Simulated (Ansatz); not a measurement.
A surface is cut from this relaxed crystal of HfC:

Space group Fm-3m (No. 225). a = 4.651 Å, b = 4.651 Å, c = 4.651 Å, α = 90.00°, β = 90.00°, γ = 90.00°
```json
{"atom": "Hf", "site": "4b", "symmetry": "m-3m", "x": "0.5000", "y": "0.0000", "z": "0.0000"}
{"atom": "C", "site": "4a", "symmetry": "m-3m", "x": "0.0000", "y": "0.0000", "z": "0.0000"}
```

Miller indices refer to the conventional cell of Fm-3m (No. 225), a = 4.651 Å, b = 4.651 Å, c = 4.651 Å, α = 90.00°, β = 90.00°, γ = 90.00°.

The (100) slab of 5 planes, 9.3 Å thick with 15 Å of vacuum as cut; outer planes HfC (top) and HfC (bottom).

Method: DFT PBE, scalar-relativistic, plane waves, PAW in Ansatz. Cutoff 420 eV; k points 11×11×1 on the computed 10-atom cell (Γ-centred); Gaussian smearing, width 0.10 eV; no spin polarisation. A dipole correction removes the field between periodic images along c.

Results for the relaxed slab:

For the relaxed slab, the surface energy (mean of both faces) is 1.72 J/m². The work function is 4.16 eV.

Relaxation lowers the energy by 0.099 J/m² a face; the largest move is 0.084 Å.

```json
{"plane (bottom to top)": "1", "atoms": "HfC", "spacing to next, bulk (Å)": "2.326", "relaxed (Å)": "2.289", "change (%)": "-1.6", "rumpling (Å)": "0.088"}
{"plane (bottom to top)": "2", "atoms": "HfC", "spacing to next, bulk (Å)": "2.326", "relaxed (Å)": "2.323", "change (%)": "-0.1", "rumpling (Å)": "0.034"}
{"plane (bottom to top)": "3", "atoms": "HfC", "spacing to next, bulk (Å)": "2.326", "relaxed (Å)": "2.323", "change (%)": "-0.1", "rumpling (Å)": "0.000"}
{"plane (bottom to top)": "4", "atoms": "HfC", "spacing to next, bulk (Å)": "2.326", "relaxed (Å)": "2.289", "change (%)": "-1.6", "rumpling (Å)": "0.034"}
{"plane (bottom to top)": "5", "atoms": "HfC", "spacing to next, bulk (Å)": "", "relaxed (Å)": "", "change (%)": "", "rumpling (Å)": "0.088"}
```

Slabs this thin can still miss converged surface energies by a few hundredths of a J/m² and work functions by about a tenth of an eV.

Spin-orbit coupling is left out, which matters for the bands of heavy elements.

Worked out: the slab's 10 atoms lie 2.321 eV above the same atoms in the bulk. Shared over two faces of 10.82 Å² this is 107.3 meV/Å², and 1 eV/Å² is 16.02 J/m², which gives 1.72 J/m². The cut crosses 2 bonds a cell (neighbours within 10 % of the shortest distances), so each costs 1.16 eV on this count. The top plane, flat in the bulk, buckles with C 0.09 Å above Hf.

The HfC(100) surface keeps its bulk-like structure, with relaxation recovering only 0.099 J/m² a face against a final surface energy of 1.72 J/m². Each plane contains Hf and C in equal number, so the termination is nonpolar and needs no charge-compensating reconstruction. The main response is buckling: C ends up above Hf in the outer plane, while the first spacing contracts by 1.6 % and the next hardly changes.

This pattern fits the mixed covalent and ionic bonding of the carbide. Cutting the Hf 5d–C 2p bonds normal to the surface leaves Hf undercoordinated, and it probably sinks to strengthen its remaining back bonds, while the more polarisable, negatively charged C stays further out. The outward displacement of C should by itself raise the work function, though charge redistribution may offset part of this. The 1.16 eV per cut bond is an effective cleavage cost that includes electronic and structural relaxation, not an intrinsic Hf–C bond energy. With only one orientation computed, the results don't establish (100) as the preferred cleavage plane.
